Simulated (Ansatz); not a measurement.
# SbAu: pressure and energy less free atoms against volume per atom

Periodic Kohn-Sham DFT of a crystal at fixed atoms; pressure and stress are positive in compression; the energy is the free energy less that of spherical unpolarised free atoms; site moments are those in the method's own spheres, positive along +z. The results are calculated, by Ansatz 0.2.0.

Cell of the first row (space group F-43m, No. 216):
```
SbAu
1.0
      0.0000     3.0479     3.0479
      3.0479     0.0000     3.0479
      3.0479     3.0479     0.0000
Au Sb
1 1
Direct
  0.00000 0.00000 0.00000
  0.25000 0.25000 0.25000
```

Settings of every row: method all-electron LAPW; functional PBE; relativity scalar; k mesh 10x10x10; filling fermi-dirac; smearing width 0.08 eV; basis error target 1 meV/atom; nucleus gaussian.

Atom start moment: 0 on all atoms.

Limits: no spin-orbit coupling on heavy atoms; the cell comes from a prototype or a list of computed structures and needn't be the stable phase.

| row | volume per atom (Å³) | pressure (GPa) | energy less free atoms (eV/atom) |
| --- | --- | --- | --- |
| 1 | 28.314 | 4.148 | -3.5385 |
| 2 | 29.203 | ? | ? |
| 3 | 30.106 | -0.024 | -3.5601 |
| 4 | 31.009 | -1.595 | -3.5554 |
| 5 | 31.912 | -2.904 | -3.5425 |

Question: what pressure and energy less free atoms should row 2 give?

Worked fit of pressure. Take u = (V_r/V)^(2/3) − 1 with V_r = 30.558 Å³ an atom, which is twice the finite (Eulerian) strain; such expansions in the strain, on which the Birch-Murnaghan equation of state is built, carry the rest volume and the bulk modulus. The shown rows have u = 0.05216, 0.00998, -0.00972, -0.02849. Least squares give pressure = −0.8498 + 80.399 × u + 295.25 × u² GPa; a straight line predicts inner rows, each left out in turn, worse (root mean square 0.29 against 0.017 GPa). The rows lie off it by 0.001, -0.006, 0.008, -0.003 (root mean square 0.0052 GPa). The pressure vanishes at u = 0.0102, or V = 30.1 Å³ an atom, and there the bulk modulus at fixed shape and fractions is B = −V dP/dV = (2/3)(1 + u) dP/du = 58.2 GPa. The withheld row has u = 0.0307, so the fit gives −0.8498 + 80.399 × (0.0307) + 295.25 × (0.0307)² = 1.897 GPa.

The calculation gave 1.877 GPa. The fit lies 0.020 GPa (1.1 % of the value, 0.28 % of the column's range) above it; its largest miss of a shown row is 0.008 GPa.

Worked fit of energy less free atoms. Take u = (V_r/V)^(2/3) − 1 with V_r = 30.558 Å³ an atom, which is twice the finite (Eulerian) strain; such expansions in the strain, on which the Birch-Murnaghan equation of state is built, carry the rest volume and the bulk modulus. The shown rows have u = 0.05216, 0.00998, -0.00972, -0.02849. Least squares give energy less free atoms = −3.55889 − 0.2348 × u + 11.995 × u² eV/atom; a straight line predicts inner rows, each left out in turn, worse (root mean square 0.012 against 0.00016 eV/atom). The rows lie off it by 0.0000, -0.0001, 0.0001, 0.0000. Its lowest point lies at u = 0.0098, or V = 30.11 Å³ an atom, and the curvature there gives the bulk modulus at fixed shape and fractions, B = (4/9)(1 + u)² E″(u)/V = 57.8 GPa. The withheld row has u = 0.0307, so the fit gives −3.55889 − 0.2348 × (0.0307) + 11.995 × (0.0307)² = -3.5548 eV/atom.

The calculation gave -3.555 eV/atom. The fit lies 0.0002 eV/atom (0.93 % of the column's range) above it; its largest miss of a shown row is 0.0001 eV/atom.
